Hybrid Wannier centres, Chern winding and the metric bound

Premises and conventions

Consider independent electrons in a two-dimensional rectangular lattice with periods a along x and b along y, and cell area A = ab. A group of J bands is separated by a gap from all other bands at every k. Bloch states are ψ_nk = e^{ik·r} u_nk, with u normalised over one cell. The symbols ∂_x and ∂_y mean ∂/∂k_x and ∂/∂k_y. The projector on the group is P(k) = Σ_n |u_n⟩⟨u_n|, and Q = 1 − P. Define

(1) (A_α)_mn = i⟨u_m|∂_α u_n⟩, a Hermitian matrix,
Ω = ∂_x Tr A_y − ∂_y Tr A_x = −2 Im Σ_n ⟨∂_x u_n|∂_y u_n⟩,
C = (1/2π) ∫_BZ Ω d²k.

Ω without subscript is the Berry curvature; Ω_I, defined later, is a spread.

Step 1. A frame that is analytic and periodic in k_x

Fix k_y. The operator H(k) = (p + ħk)²/2m + V is polynomial in k_x, and P(k) is the integral of its resolvent round a contour that encloses the group. The gap keeps the contour free of eigenvalues for real k_x and, by continuity, in some strip |Im k_x| < κ_0. So P is analytic in that strip.

Carry a frame ũ_n along k_x by the equation ∂_x ũ = [∂_x P, P] ũ. Differentiating P² = P gives P(∂_x P)P = 0. It follows that ũ stays in the range of P and that ⟨ũ_m|∂_x ũ_n⟩ = 0: this is parallel transport. A linear equation with analytic coefficients has analytic solutions, so ũ is analytic in the strip.

Predict: after k_x has advanced by G = 2π/a, does the frame return to itself?

It need not. States at k_x + G are the states at k_x, with u multiplied by e^{−iGx}, so only the subspace returns:

(2) ũ_n(k_0 + G) = e^{−iGx} Σ_m ũ_m(k_0) W_mn,

where W(k_y) is a J × J unitary matrix, the Wilson loop. Choose the starting frame so that W is diagonal, with eigenvalues e^{iφ_j}, and spread each mismatch evenly:

(3) u_j(k_x) = e^{−iφ_j (k_x − k_0)/G} ũ_j(k_x).

The added factor is an entire function of k_x. Now ψ_j is periodic in k_x and still analytic, and (A_x)_mj = δ_mj φ_j/G, constant along k_x. A unitary matrix can always be diagonalised, so this step never fails.

Step 2. Exponential localisation along x

Transform along x only:

(4) w_jl(r; k_y) = (a/2π) ∫ dk_x e^{−ik_x la} ψ_jk(r), over one period G.

It is a Bloch wave along y, normalised over a strip that is infinite in x and one period b wide. Move the contour to k_x + iκ with |κ| < κ_0. The two vertical sides cancel because the integrand is periodic. What remains carries the factor e^{−κ(x − la)} times a bounded integral. Using κ > 0 for x > la and κ < 0 for x < la gives decay as e^{−|κ||x − la|}. Under the premises this holds at every k_y, whatever C is.

Step 3. Centre and spread

Write x e^{ik_x x} = −i∂_x e^{ik_x x} and integrate by parts in (4) with l = 0. The boundary term vanishes by periodicity, so x w_j0 is the transform of i∂_x u_j. Bloch waves of different k_x are orthogonal, which leaves

(5) x̄_j = (a/2π) ∫ dk_x (A_x)_jj = a φ_j/2π,
⟨x²⟩_j = (a/2π) ∫ dk_x ⟨∂_x u_j|∂_x u_j⟩.

Insert 1 = Q + P in the second line. The P part is Σ_m |(A_x)_mj|², which in gauge (3) equals x̄_j².

Predict: what is left of the variance, summed over j?

Only the Q part. With the quantum metric g_αβ = Re Σ_n ⟨∂_α u_n|Q|∂_β u_n⟩,

(6) Σ_j (⟨x²⟩_j − x̄_j²) = (a/2π) ∫ dk_x g_xx.

The metric is unchanged by any unitary mixing within the group. In any other gauge the P part is at least the zone average of (A_x)_jj², which is at least x̄_j². Gauge (3) therefore gives the smallest spread along x. Since φ_j is defined modulo 2π, each centre is defined modulo a.

Step 4. Flow of the summed centre

Let X(k_y) = Σ_j x̄_j = (a/2π) arg det W, followed continuously in k_y. Single φ_j may cross or have kinks, but det W is smooth. Near any k_y choose a frame that is smooth in both variables and periodic in k_x; a narrow band of k_y shrinks to a circle, where step 1 supplies one. A periodic mixing U changes Tr A_x by −∂_x arg det U, so X changes by an integer times a, constant in k_y. Hence X = (a/2π) ∫ dk_x Tr A_x may be differentiated in that frame:

dX/dk_y = (a/2π) ∫ dk_x ∂_y Tr A_x = (a/2π) ∫ dk_x (∂_x Tr A_y − Ω).

Predict: why does the first term drop?

The factor e^{−iGx} does not depend on k_y, so A_y has the same value at both ends of the k_x period. Thus

(7) dX/dk_y = −(a/2π) ∫ dk_x Ω.

Integrate over one period 2π/b and use (1):

(8) X(k_y + 2π/b) − X(k_y) = −C a.

The minus sign belongs to conventions (1); functions localised along y have a summed centre that shifts by +C b across k_x. At k_y + 2π/b the states u differ only by e^{−2πiy/b}, which commutes with x, so W has the same eigenvalues. The left side of (8) is then a multiple of a, and C is an integer. If C ≠ 0, no frame is smooth and periodic in both directions, because such a frame would make X periodic. A second transform, along y, then cannot give exponential decay.

Step 5. The metric bound

Form T_αβ = Σ_n ⟨∂_α u_n|Q|∂_β u_n⟩. Replacing Q by 1 − P, the P part of T_xy is Tr(A_x A_y), real for Hermitian matrices. So Re T_αβ = g_αβ and, by (1), Im T_xy = −Ω/2.

Predict: which vector has a squared length that contains both Tr g = g_xx + g_yy and Ω?

Use Q(∂_x + is∂_y)u_n with s = ±1:

Σ_n ‖Q(∂_x + is∂_y)u_n‖² = g_xx + g_yy + is(T_xy − T_yx) = Tr g − 2s Im T_xy = Tr g + sΩ ≥ 0.

Both signs together give

(9) Tr g ≥ |Ω| at every k.

The gauge-invariant spread of Marzari and Vanderbilt (1997) is the zone average Ω_I = (A/4π²) ∫ Tr g d²k. By (6) it is the k_y average of the least hybrid spread along x plus the k_x average of the least hybrid spread along y. The argument after (6) also shows that the total spread of any set of full Wannier functions is at least Ω_I. Now chain (9), the inequality ∫|Ω| dk_x ≥ |∫Ω dk_x|, and (7):

(10) Ω_I ≥ (A/4π²)(2π/a) ∫ dk_y |dX/dk_y| = (b/2π) Λ,

where Λ is the total distance that X travels, forwards and backwards, across the zone. By (8), Λ ≥ |C| a, so

(11) Ω_I ≥ A|C|/2π.

Form (10) survives when C = 0. Form (11), read backwards, says that Ω_I < A/2π forces C = 0.

Range of validity

The results need a single-particle Hamiltonian (or tight-binding hoppings that decay exponentially) and a gap round the whole group; at a band touching the strip closes and steps 1 and 2 fail. Equations (7), (8), (10) and (11) concern the sum over the group, not single centres. Ω_I is the sum over J bands, and C is their total. For an oblique cell the centre shifts by −C in the reduced coordinate along the localised lattice vector, and (9) and (11) are unchanged. In three dimensions the results apply to each plane of fixed third wavevector. Equality in (11) needs (9) saturated everywhere and Ω of one sign.

The superlattice

Stack BaTiO3 and SrTiO3 along z and localise along z, so x above becomes z and the centres form sheets z̄_j(k_x, k_y).

Predict: can the summed centre wind as k_y crosses the zone?

Time reversal makes the curvature odd in k, so C(k_x) = −C(−k_x). An integer that is continuous in k_x is constant, hence zero. The sum wanders and returns. Where, in addition, gaps between the sheets stay open over the whole zone, each sheet can be assigned to an atomic layer, the scheme of Wu, Diéguez, Rabe and Vanderbilt (2006). Keep only the O 2p bands, three per oxygen, two electrons each, with cores Ba or Sr +2, Ti +4, O +4. A BaO or SrO layer has 2 + 4 − 3 × 2 = 0, and a TiO2 layer 4 + 2 × 4 − 6 × 2 = 0. Neutral layers have dipoles independent of origin, (1/b²)[Σ Q_τ z_τ − 2e Σ_j ⟨z̄_j⟩] per area, with ⟨ ⟩ the average over k_x and k_y.

A model for one sheet per layer

Follow the p_y orbital of the oxygen in a BaO or SrO plane, at z = 0, coupled to Ti d_yz at +d₊ with hopping t₊ and at −d₋ with hopping −t₋. The period is c = d₊ + d₋, and κ = k_z c. Orbitals are points. With p at energy 0 and d at D(k_y) = D₀ + W_d sin²(k_y b/2),

h = ⟨d|H|p⟩ = t₊ e^{−ik_z d₊} − t₋ e^{ik_z d₋},
E² = D² + 4|h|², |h|² = t₊² + t₋² − 2t₊t₋ cos κ.

The lower state, of energy (D − E)/2, has u_p = √((E + D)/2E) and u_d = −h√f, with f = 2/[E(E + D)]. Since u_p and f are real and the norm is fixed, A_z = −f Im(h* ∂_z h), and (5) gives

(12) z̄(k_y) = (1/2π) ∫₀^{2π} dκ f [t₊²d₊ − t₋²d₋ − t₊t₋(d₊ − d₋) cos κ].

For one band g_αα = ⟨∂_α u|∂_α u⟩ − A_α², which yields

g_zz = |∂_z h|²/E² − 4c²t₊²t₋² sin²κ/E⁴, |∂_z h|² = t₊²d₊² + t₋²d₋² + 2t₊t₋d₊d₋ cos κ,
g_yy = |h|² (∂_y D)²/E⁴, ∂_y D = (W_d b/2) sin(k_y b).

The strip of step 1 ends where E = 0, at Im κ = η with cosh η = [D² + 4(t₊² + t₋²)]/(8t₊t₋).

Inputs. The in-plane period is b = 3.905 Å, the compiled SrTiO3 lattice constant (Zhang 2017), also used as c in SrTiO3. For BaTiO3, c = 4.034 Å is the compiled bulk value (Wikipedia). The compiled static dielectric constant of SrTiO3, 310 (Hong 2013), means that in linear response its polarisation is 1 − 1/310 = 0.997 of the electric displacement, which is continuous across neutral interfaces, so both layers are polar. All of the following are assumed: D₀ = 3.5 eV, W_d = 1.0 eV, t = 1.0 eV × (1.9525 Å/d)^{7/2}, and upward Ti shifts δ = 0.12 Å in BaTiO3 and 0.08 Å in SrTiO3, with d± = c/2 ± δ.

Predict the sign of z̄ before reading on. The Ti below the oxygen has come closer.

Model results, BaTiO3 then SrTiO3, for a periodic chain with each layer's geometry:

d₊, d₋ (Å): 2.137, 1.897; 2.0325, 1.8725
t₊, t₋ (eV): 0.729, 1.106; 0.869, 1.158
η at k_y = 0: 1.76; 1.59
e^{−η}: 0.17; 0.20
z̄(0) (Å): −0.0727; −0.0579
z̄(π/b) (Å): −0.0483; −0.0387
⟨z̄⟩ (Å): −0.0596; −0.0476
z̄(π/b) − z̄(0) (Å): 0.0244; 0.0192
Λ, twice that (Å): 0.049; 0.038
bΛ/2π (Å²): 0.030; 0.024
Ω_I in the (z, y) plane (Å²): 0.32; 0.35
bc/2π (Å²): 2.51; 2.43

The centre moves down, towards the short, strong bond. Amplitudes fall by a factor of about five or more per cell, so a few cells from an interface each sheet takes its periodic-chain value; the table does not describe the interface layers or a 1/1 stack. As k_y rises to π/b the d level rises, the mixing weakens and the centre moves back towards the oxygen, then retraces its path because D is even in k_y. The bounds apply to the isolated band of each periodic chain. Ω_I exceeds bound (10) more than tenfold, and it lies below bc/2π, so (11) alone already requires C = 0, as time reversal does.

The p_x–d_xz pair gives an equal sheet, so the π channel adds −4e⟨z̄⟩/(b²c) to the polarisation, 6.2 and 5.1 μC/cm² in the model. Divided by the displacement, −4⟨z̄⟩/δ is an extra dynamical charge on Ti of 2.0 and 2.4, making 6.0 and 6.4 with the core charge.

Third figures in the table serve only to form differences. Clamping BaTiO3 from its compiled a = 3.994 Å (Wikipedia) to 3.905 Å is a strain of −2.2 %, which lengthens c. To leading order in t/D, (12) gives z̄ ≈ (t₊²d₊ − t₋²d₋)/D² ∝ δ c⁻⁷ for small δ, so an assumed 3 % lengthening at fixed δ lowers |z̄| by about 19 % in that estimate, comparable with the difference between the two layers. Point orbitals omit the size of the atomic functions from Ω_I. The Born charge of Ti in both oxides is typically near 7, an excess of about 3 over the nominal 4; the model, which lacks the σ bonds and the oxygens of the TiO2 planes, falls short of that excess by roughly a third in BaTiO3 and a fifth in SrTiO3.